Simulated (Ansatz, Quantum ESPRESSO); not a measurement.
# Charge against electrode potential for bare and Li-covered Mg(0001) slabs of 4 layers in PBE

Magnesium brings two valence electrons per atom to a nearly free-electron metal, and lithium brings one, so a monolayer of Li on Mg(0001) gives the slab a more dilute electronic edge. Where excess charge settles at that edge sets the capacitance of the face, and with it the charge a metal electrode carries at a given voltage. We calculate in PBE the electron potential at a perfect electrode facing the slab across vacuum, measured from the slab's Fermi level, for fixed charges per area. The charge counts as positive when electrons are removed. Two things are wanted from the two series: how nearly straight the line of potential against charge is, and how far from the top atoms the charge lies.

## Method

1×1 slabs of 4 layers at the tabulated measured lattice constant, clean or with the monolayer named on the upper face, top layers relaxed with Ansatz 0.2.0 under PBE. The slab faces a perfect electrode across vacuum above it and open vacuum below (effective screening medium, Quantum ESPRESSO 7.5 (pw.x), GBRV ultrasoft pseudopotentials, cutoffs 40 and 200 Ry). Charges from −3 to +6×10¹³ e/cm² are put on the slab with its atoms held; points where added electrons spill towards the electrode are left out. Spin-paired, no spin-orbit coupling. The charged runs use Marzari-Vanderbilt smearing of 0.02 Ry, k-spacing 0.19 Å⁻¹ (2π included); functional as named with each line.

Notes on method and selection:

- A vacuum distance d alone gives a slope of 0.181·d eV per 10¹³ e/cm², d in Å.
- At zero charge the potential is the work function of the upper face.
- Removing electrons pulls the charge plane inwards and adding them pushes it out, which bends the line slightly.
- Runs with a warning of large negative density or a flawed pseudopotential file, with a field left in the vacuum, or with open shells run without spin are not listed.
- Runs in which the search for lower states was switched off are not listed.
- Runs that did not converge, have known faults or may not be shown are not listed, and runs on Ansatz's PAW sets soft_1 and soft_2 are kept to separate tables.

Columns:

- charge (10¹³ e/cm²): charge of the slab per area, positive where electrons are removed.
- back work function (eV): vacuum level below the slab less the Fermi level.
- distance (Å): distance from the top atom to the electrode.
- potential (eV): electron potential at the electrode less the Fermi level.

## Computed values

| member | face | charge (10¹³ e/cm²) | back work function (eV) | distance (Å) | potential (eV) |
| --- | --- | --- | --- | --- | --- |
| −3.0 | Mg(0001), 4 layers, one monolayer of Li on fcc sites (PBE) | −3.00 | 3.756 | 5.78 | 1.621 |
| −1.5 | Mg(0001), 4 layers, one monolayer of Li on fcc sites (PBE) | −1.50 | 3.751 | 5.78 | 2.516 |
| +0.0 | Mg(0001), 4 layers, one monolayer of Li on fcc sites (PBE) | 0.00 | 3.752 | 5.78 | 3.465 |
| +1.5 | Mg(0001), 4 layers, one monolayer of Li on fcc sites (PBE) | 1.50 | 3.738 | 5.78 | 4.456 |
| +3.0 | Mg(0001), 4 layers, one monolayer of Li on fcc sites (PBE) | 3.00 | 3.727 | 5.78 | 5.479 |
| +6.0 | Mg(0001), 4 layers, one monolayer of Li on fcc sites (PBE) | 6.00 | 3.722 | 5.78 | 7.597 |
| −3.0 | Mg(0001), 4 layers (PBE) | −3.00 | 3.789 | 5.98 | 1.654 |
| −1.5 | Mg(0001), 4 layers (PBE) | −1.50 | 3.784 | 5.98 | 2.700 |
| +0.0 | Mg(0001), 4 layers (PBE) | 0.00 | 3.781 | 5.98 | 3.780 |
| +1.5 | Mg(0001), 4 layers (PBE) | 1.50 | 3.782 | 5.98 | 4.890 |
| +3.0 | Mg(0001), 4 layers (PBE) | 3.00 | 3.781 | 5.98 | 6.023 |
| +6.0 | Mg(0001), 4 layers (PBE) | 6.00 | 3.779 | 5.98 | ? |

Cells marked ? are withheld until the estimate has been made.

Least-squares fits to the members shown, with x = charge (10¹³ e/cm²); R² and errors in the fitted variable (y, or ln y where the fit is in ln y):

| y | face | members | fit | R² | rms residual | leave-one-out rms | the same for the mean of the others |
| --- | --- | --- | --- | --- | --- | --- | --- |
| potential (eV) | Mg(0001), 4 layers, one monolayer of Li on fcc sites (PBE) | 6 | y = 3.524 + 0.6654 x | 1.00 | 0.064 | 0.13 | 2.4 |
| potential (eV) | Mg(0001), 4 layers (PBE) | 5 | y = 3.809 + 0.7285 x | 1.00 | 0.024 | 0.051 | 1.9 |

## Interpretation

Both lines are nearly straight, with a small and regular upward bend. On clean Mg the potential rises by 1.046 eV from −3.0 to −1.5 and by 1.133 eV from +1.5 to +3.0 (charges in 10¹³ e/cm²), so the slope grows by 8%. With Li the same two steps are 0.895 and 1.023 eV, a growth of 14%.

The slope gives the position of the charge. A vacuum gap $d$ alone contributes $0.181\,d$ eV per 10¹³ e/cm², with $d$ in Å, so the slope divided by 0.181 is the distance from the electrode to the plane where added charge is centred. Between −3.0 and +3.0 this gives:

- clean Mg: (6.023 − 1.654) / 6.00 = 0.728 eV per 10¹³ e/cm², and 0.728 / 0.181 = 4.02 Å;
- Li-covered Mg: (5.479 − 1.621) / 6.00 = 0.643 eV per 10¹³ e/cm², and 0.643 / 0.181 = 3.55 Å.

The top atoms are 5.98 and 5.78 Å from the electrode, so the charge is centred 5.98 − 4.02 = 1.96 Å outside the Mg atoms and 5.78 − 3.55 = 2.23 Å outside the Li atoms. It sits in the tail of the metal's electron density. The larger distance on Li fits a softer, more dilute tail.

The bend has the same origin. Removing electrons draws the charge plane towards the atoms, which widens the effective gap and steepens the line; adding electrons does the reverse.

The back work function shows that the charge stays on the upper face. With Li it changes by only 0.034 eV over the whole series, while the potential at the electrode changes by 5.976 eV. At zero charge the potential is the work function of the upper face, which Li lowers from 3.780 to 3.465 eV. Because the atoms are held, these slopes describe the response of the electrons alone.

## A prediction

Plain estimates from the members shown:

- +6.0 (Mg(0001), 4 layers (PBE)), fit at x = 6.00: 8.180 eV (an extrapolation)
- +6.0 (Mg(0001), 4 layers (PBE)), from its own Mg(0001), 4 layers, one monolayer of Li on fcc sites (PBE) value plus the mean shift Mg(0001), 4 layers (PBE) − Mg(0001), 4 layers, one monolayer of Li on fcc sites (PBE) over the other 5 members (+0.302, standard deviation 0.18): 7.597 + 0.302 = 7.899 eV

Both plain estimates should fall low. The straight fit has a slope of 0.7285 eV per 10¹³ e/cm², while the last shown step on clean Mg already has 1.133 / 1.5 = 0.755. The mean shift between the slabs fails because that shift grows with charge, from 0.033 eV at −3.0 to 0.544 eV at +3.0.

We therefore continue the clean line from its last step and take the remaining bend from the Li-covered slab, scaled to the weaker bend of clean Mg. From the first to the last step of 1.5, the rise per step grows by 1.133 − 1.046 = 0.087 eV on clean Mg and by 1.023 − 0.895 = 0.128 eV with Li, a ratio of 0.087 / 0.128 = 0.68. From +3.0 to +6.0 the Li-covered slab rises by 2.118 eV, which exceeds twice its preceding step by 2.118 − 2 × 1.023 = 0.072 eV. For clean Mg the excess is then 0.68 × 0.072 = 0.049 eV, and the potential is 6.023 + 2 × 1.133 + 0.049 = 8.338 eV.

The same route can be tried on the clean slab at +3.0, using only the steps up to +1.5 for the ratio. The rise per step then grows by 1.110 − 1.046 = 0.064 eV on clean Mg and by 0.991 − 0.895 = 0.096 eV with Li, and 0.064 / 0.096 = 0.67. The next step with Li is larger by 1.023 − 0.991 = 0.032 eV, which gives 4.890 + 1.110 + 0.67 × 0.032 = 6.021 eV for clean Mg, against 6.023 eV in the table. An error in the growth per step enters three times over the double step to +6.0, so this miss of 0.002 eV becomes 0.006 eV, which we round up to 0.01 eV.

**Committed estimate, +6.0 (Mg(0001), 4 layers (PBE)): potential = 8.34 ± 0.01 eV.**

## The withheld result

| member | face | charge (10¹³ e/cm²) | back work function (eV) | distance (Å) | potential (eV) |
| --- | --- | --- | --- | --- | --- |
| +6.0 | Mg(0001), 4 layers (PBE) | 6.00 | 3.779 | 5.98 | 8.334 |

| member | estimate | potential (eV) | computed | estimate − computed | miss in error bars |
| --- | --- | --- | --- | --- | --- |
| +6.0 (Mg(0001), 4 layers (PBE)) | committed | 8.340 | 8.334 | +0.006 | 0.6 |
| +6.0 (Mg(0001), 4 layers (PBE)) | fit | 8.180 | 8.334 | −0.154 |  |
| +6.0 (Mg(0001), 4 layers (PBE)) | shift from Mg(0001), 4 layers, one monolayer of Li on fcc sites (PBE) | 7.899 | 8.334 | −0.435 |  |

The estimate of 8.34 ± 0.01 eV lies 0.006 eV above the computed 8.334 eV, inside its error bar. The straight fit is 0.154 eV too low and the mean shift from the Li-covered slab 0.435 eV too low.

Carrying over the bend in scaled form worked. We expected the rise from +3.0 to +6.0 to exceed twice the preceding step by 0.049 eV, and the computed excess is 2.311 − 2 × 1.133 = 0.045 eV. The unscaled excess of the Li-covered slab, 0.072 eV, would have given 6.023 + 2 × 1.133 + 0.072 = 8.361 eV, so the scaling mattered. The mean shift failed because the difference between the slabs keeps growing with charge and reaches 0.737 eV at +6.0.

The result supports a charge plane that moves inwards as electrons are removed. On clean Mg the slope of the first step puts it 5.98 − 1.046 / (1.5 × 0.181) = 2.13 Å outside the top atoms, and that of the last step 5.98 − 2.311 / (3.0 × 0.181) = 1.72 Å.

## Departures from the trend

Least-squares fits to the whole series, with x = charge (10¹³ e/cm²); R² and errors in the fitted variable (y, or ln y where the fit is in ln y):

| y | face | members | fit | R² | rms residual | leave-one-out rms | the same for the mean of the others |
| --- | --- | --- | --- | --- | --- | --- | --- |
| potential (eV) | Mg(0001), 4 layers, one monolayer of Li on fcc sites (PBE) | 6 | y = 3.524 + 0.6654 x | 1.00 | 0.064 | 0.13 | 2.4 |
| potential (eV) | Mg(0001), 4 layers (PBE) | 6 | y = 3.820 + 0.7431 x | 1.00 | 0.044 | 0.086 | 2.6 |

Largest departures from the fit to the whole series:

| member | face | potential (eV) | fit | computed − fit | in rms residuals |
| --- | --- | --- | --- | --- | --- |
| −3.0 | Mg(0001), 4 layers (PBE) | 1.654 | 1.591 | +0.063 | 1.5 |
| −3.0 | Mg(0001), 4 layers, one monolayer of Li on fcc sites (PBE) | 1.621 | 1.528 | +0.093 | 1.4 |
| +6.0 | Mg(0001), 4 layers (PBE) | 8.334 | 8.279 | +0.055 | 1.3 |
| +6.0 | Mg(0001), 4 layers, one monolayer of Li on fcc sites (PBE) | 7.597 | 7.516 | +0.081 | 1.3 |

No single member stands out. The largest departures are the two ends of each series, which lie 0.055 to 0.093 eV above their straight lines while every member between them lies below. That is the pattern of a smooth upward bend, and it is stronger with Li, whose charge plane moves further for the same charge.

## Summary

From −3.0 to +6.0 × 10¹³ e/cm² a straight line describes either slab to about 0.1 eV. Continuing the steps with a bend scaled from the other slab came within 0.01 eV in both trials, each on clean Mg. Charging more negative than −3.0 × 10¹³ e/cm² is not covered, and the line should not be carried far beyond it, because added electrons can in the end spill towards the electrode.

In units of practice, 10¹³ e/cm² is 1.602 µC/cm². The mean slopes over the series are 6.680 / 9.00 = 0.742 and 5.976 / 9.00 = 0.664 eV per 10¹³ e/cm², so the capacitance is 1.602 / 0.742 = 2.16 µC/cm² per volt for clean Mg and 1.602 / 0.664 = 2.41 with Li. Nearly half of the difference in slope, 0.181 × 0.20 = 0.036 of 0.078, comes from the electrode standing 0.20 Å closer to the Li atoms.

These values belong to a vacuum gap of about 6 Å. A wider gap would lower the capacitance, and a polarisable liquid in the gap would raise it.
